**Frontier levels of five amino-chlorosilanes: what is bound to nitrogen**

The table holds HOMO, LUMO and gap at wB97M-V/def2-TZVPP and dipole moments at r2SCAN-D4/def2-TZVPP, for one conformer of each molecule. The program fits the levels to the presence of a vinyl group and the number of C-N minus Si-N bonds, and compares this with fits to heavy-atom count and to vinyl plus Si-Cl count. The first fit leaves rms residuals of 0.07 eV (HOMO) and 0.06 eV (LUMO), but has three parameters for five rows. A two-level model of lone pair and π orbital, set on the ethyl/vinyl pair, puts the HOMO of the vinyl compound with two silyl groups about 0.35 eV too high. Further output shows that vinyl also narrows the gap with r2SCAN, though the shift is divided differently between HOMO and LUMO.

Isolated chlorosilylamine molecules, one conformer each, calculated with Ansatz 0.2.0 at PBE0-D4/def2-TZVP geometries. HOMO, LUMO and gap are from wB97M-V/def2-TZVPP, dipole moments from r2SCAN-D4/def2-TZVPP. The bond columns give the number of single bonds of each kind in the molecule.

## Program and output

```python
# Table: HOMO, LUMO, gap (eV; wB97M-V/def2-TZVPP) and dipole (D; r2SCAN-D4/def2-TZVPP) of five
# amino-chlorosilanes, Ansatz 0.2.0, PBE0-D4/def2-TZVP geometries, one conformer each.
# Tested: substituent counting on N vs size and Cl count; two-level n-pi model; dipole vector bounds.
T = {
    'member': ['C=CN[SiH2]Cl', 'CCN[SiH2]Cl', 'CN([SiH3])[SiH2]Cl', 'C=CN([SiH2]Cl)[SiH2]Cl', 'CC(C)N(C)[SiH2]Cl'],
    'formula': ['C2H6ClNSi', 'C2H8ClNSi', 'CH8ClNSi2', 'C2H7Cl2NSi2', 'C4H12ClNSi'],
    'heavy': [5, 5, 5, 7, 7],
    'n_C_N': [1, 1, 1, 1, 2],
    'n_Si_N': [1, 1, 2, 2, 1],
    'n_Si_Cl': [1, 1, 1, 2, 1],
    'n_H_C': [3, 5, 3, 3, 10],
    'homo': [-8.7, -9.62, -9.8, -9.17, -9.1],  # eV
    'lumo': [2.06, 2.16, 1.81, 1.63, 2.33],  # eV
    'gap': [10.76, 11.78, 11.6, 10.8, 11.43],  # eV
    'dipole': [1.39, 2.26, 1.78, 0.47, 2.37],  # D
}
import numpy as np
from scipy.constants import e, c
m = T['member']
A = lambda k: np.array(T[k], float)
H, L, G, D = A('homo'), A('lumo'), A('gap'), A('dipole')
v = np.array([float('=' in s) for s in m])
x = A('n_C_N') - A('n_Si_N')
one = np.ones(len(m))
f = lambda a: ' '.join('%+.2f' % z for z in a)
print('rows 1-5:', ' | '.join(m))
print('vinyl', v.astype(int), ' x = C-N minus Si-N', x.astype(int))
print('rounding floor 0.005 eV per entry, 0.01 per difference; max|gap-(L-H)| %.3f eV' % abs(G-L+H).max())
print('ranges eV: HOMO %.2f LUMO %.2f gap %.2f' % (np.ptp(H), np.ptp(L), np.ptp(G)))
def fit(name, y, cols):
    X = np.column_stack([one] + cols)
    p = np.linalg.lstsq(X, y, rcond=None)[0]
    r = y - X @ p
    print('%-18s par %s | res %s | rms %.3f worst row %d' % (name, f(p), f(r), np.sqrt((r**2).mean()), abs(r).argmax()+1))
    return p
P = {}
print('least-squares fits, eV (par: constant first)')
for n, y in (('HOMO', H), ('LUMO', L), ('gap', G)):
    P[n] = fit(n + ' vinyl,x', y, [v, x])
    fit(n + ' heavy', y, [A('heavy')])
    fit(n + ' vinyl,nSiCl', y, [v, A('n_Si_Cl')])
fit('LUMO x only', L, [x])
fit('gap vinyl only', G, [v])
print('pair differences: HOMO, LUMO, gap (eV), dipole (D)')
for lab, i, j in (('2->1 Et to vinyl', 1, 0), ('1->4 H to SiH2Cl', 0, 3), ('2->3 Et,H to Me,SiH3', 1, 2),
                  ('2->5 Et,H to iPr,Me', 1, 4), ('3->4 Me,SiH3 to vinyl,SiH2Cl', 2, 3), ('4->5', 3, 4)):
    print('  %-30s %s' % (lab, f([q[j]-q[i] for q in (H, L, G, D)])))
print('non-additivity of HOMO, (3->4) minus (2->1): %+.2f eV' % ((H[3]-H[2]) - (H[0]-H[1])))
print('two-level n-pi; pi = rough recalled ethylene level near -10.5 eV, varied; n from rows 2 and 3')
for pi in (-10.0, -10.5, -11.0):
    b2 = (H[0]-H[1])*(H[0]-pi)
    w = (H[0]-pi)/((H[0]-pi) + (H[0]-H[1]))
    pred = (H[2]+pi)/2 + np.sqrt(((H[2]-pi)/2)**2 + b2)
    n_need = H[3] - b2/(H[3]-pi)
    ratio = np.sqrt((H[3]-H[2])*(H[3]-pi)/b2)
    print('  pi %.1f: beta %.2f eV, n weight %.2f, row 4 pred %.2f miss %+.2f; needs n %.2f or beta ratio %.2f'
          % (pi, np.sqrt(b2), w, pred, H[3]-pred, n_need, ratio))
# further output of the same calculations (rows 2 and 4)
occ2 = [-12.187, -11.257, -10.884, -9.6224]
vir2, vir4 = [2.1578, 2.7456], [1.6284, 1.992, 2.1342]
r2H, r2L = np.array([-6.2179, -6.0776]), np.array([0.20841, -0.92283])
dw = np.array([[-0.030348, 0.39178, 0.24004], [-0.0081124, -0.038013, 0.09538]])
print('further output: row 2 spacings from HOMO down (eV):', f(np.diff(occ2)[::-1]))
print('further output: LUMO+1 - LUMO row 2 %.2f, row 4 %.2f eV; mean of lowest two in row 4 %.2f, vs row 1 LUMO %+.2f'
      % (vir2[1]-vir2[0], vir4[1]-vir4[0], np.mean(vir4[:2]), np.mean(vir4[:2])-L[0]))
print('r2SCAN gaps rows 2,4 (eV):', f(r2L-r2H), '; ratio to wB97M-V', f((r2L-r2H)/G[[1, 3]]))
print('2->4 HOMO,LUMO,gap eV: wB97M-V', f([H[3]-H[1], L[3]-L[1], G[3]-G[1]]),
      '| r2SCAN', f([r2H[1]-r2H[0], r2L[1]-r2L[0], np.diff(r2L-r2H)[0]]))
print('wB97M-V minus r2SCAN rows 2,4 eV: HOMO', f(H[[1, 3]]-r2H), 'LUMO', f(L[[1, 3]]-r2L))
dD = np.linalg.norm(dw, axis=1)*e*1e-10/(1e-21/c)
print('wB97M-V dipoles rows 2,4 (D):', f(dD), '; minus table', f(dD-D[[1, 3]]))
print('min added vector (D): vinyl %.2f, second SiH2Cl %.2f, SiH3 swap %.2f' % (D[1]-D[0], D[0]-D[3], D[1]-D[2]))
for k in (0, 1):
    print('two equal moments of row %d size give row 4 at %.0f deg apart' % (k+1, 2*np.degrees(np.arccos(D[3]/(2*D[k])))))
assert G[v == 1].max() < G[v == 0].min()
assert L[A('n_Si_N') == 2].max() < L[A('n_Si_N') == 1].min()
assert P['HOMO'][2] > 0 and P['LUMO'][2] > 0
assert P['HOMO'][1] > 3*abs(P['LUMO'][1])
```

Printed output:

```
rows 1-5: C=CN[SiH2]Cl | CCN[SiH2]Cl | CN([SiH3])[SiH2]Cl | C=CN([SiH2]Cl)[SiH2]Cl | CC(C)N(C)[SiH2]Cl
vinyl [1 0 0 1 0]  x = C-N minus Si-N [ 0  0 -1 -1  1]
rounding floor 0.005 eV per entry, 0.01 per difference; max|gap-(L-H)| 0.010 eV
ranges eV: HOMO 1.10 LUMO 0.70 gap 1.02
least-squares fits, eV (par: constant first)
HOMO vinyl,x       par -9.51 +0.76 +0.37 | res +0.05 -0.11 +0.08 -0.05 +0.03 | rms 0.071 worst row 2
HOMO heavy         par -9.97 +0.12 | res +0.67 -0.25 -0.43 -0.03 +0.04 | rms 0.374 worst row 1
HOMO vinyl,nSiCl   par -9.04 +0.81 -0.47 | res -0.00 -0.11 -0.29 +0.00 +0.41 | rms 0.230 worst row 5
LUMO vinyl,x       par +2.10 -0.11 +0.29 | res +0.07 +0.06 +0.00 -0.07 -0.06 | rms 0.058 worst row 1
LUMO heavy         par +2.08 -0.01 | res +0.05 +0.15 -0.20 -0.35 +0.35 | rms 0.249 worst row 4
LUMO vinyl,nSiCl   par +2.53 -0.04 -0.43 | res +0.00 +0.06 -0.29 -0.00 +0.23 | rms 0.168 worst row 3
gap vinyl,x        par +11.60 -0.86 -0.08 | res +0.02 +0.18 -0.08 -0.02 -0.10 | rms 0.098 worst row 2
gap heavy          par +12.04 -0.13 | res -0.62 +0.40 +0.22 -0.32 +0.31 | rms 0.398 worst row 1
gap vinyl,nSiCl    par +11.56 -0.84 +0.04 | res +0.00 +0.18 -0.00 +0.00 -0.17 | rms 0.111 worst row 2
LUMO x only        par +2.06 +0.32 | res -0.00 +0.10 +0.07 -0.11 -0.05 | rms 0.077 worst row 4
gap vinyl only     par +11.60 -0.82 | res -0.02 +0.18 -0.00 +0.02 -0.17 | rms 0.111 worst row 2
pair differences: HOMO, LUMO, gap (eV), dipole (D)
  2->1 Et to vinyl               +0.92 -0.10 -1.02 -0.87
  1->4 H to SiH2Cl               -0.47 -0.43 +0.04 -0.92
  2->3 Et,H to Me,SiH3           -0.18 -0.35 -0.18 -0.48
  2->5 Et,H to iPr,Me            +0.52 +0.17 -0.35 +0.11
  3->4 Me,SiH3 to vinyl,SiH2Cl   +0.63 -0.18 -0.80 -1.31
  4->5                           +0.07 +0.70 +0.63 +1.90
non-additivity of HOMO, (3->4) minus (2->1): -0.29 eV
two-level n-pi; pi = rough recalled ethylene level near -10.5 eV, varied; n from rows 2 and 3
  pi -10.0: beta 1.09 eV, n weight 0.59, row 4 pred -8.80 miss -0.37; needs n -10.61 or beta ratio 0.66
  pi -10.5: beta 1.29 eV, n weight 0.66, row 4 pred -8.82 miss -0.35; needs n -10.42 or beta ratio 0.71
  pi -11.0: beta 1.45 eV, n weight 0.71, row 4 pred -8.83 miss -0.34; needs n -10.33 or beta ratio 0.74
further output: row 2 spacings from HOMO down (eV): +1.26 +0.37 +0.93
further output: LUMO+1 - LUMO row 2 0.59, row 4 0.36 eV; mean of lowest two in row 4 1.81, vs row 1 LUMO -0.25
r2SCAN gaps rows 2,4 (eV): +6.43 +5.15 ; ratio to wB97M-V +0.55 +0.48
2->4 HOMO,LUMO,gap eV: wB97M-V +0.45 -0.53 -0.98 | r2SCAN +0.14 -1.13 -1.27
wB97M-V minus r2SCAN rows 2,4 eV: HOMO -3.40 -3.09 LUMO +1.95 +2.55
wB97M-V dipoles rows 2,4 (D): +2.21 +0.49 ; minus table -0.05 +0.02
min added vector (D): vinyl 0.87, second SiH2Cl 0.92, SiH3 swap 0.48
two equal moments of row 1 size give row 4 at 161 deg apart
two equal moments of row 2 size give row 4 at 168 deg apart
```
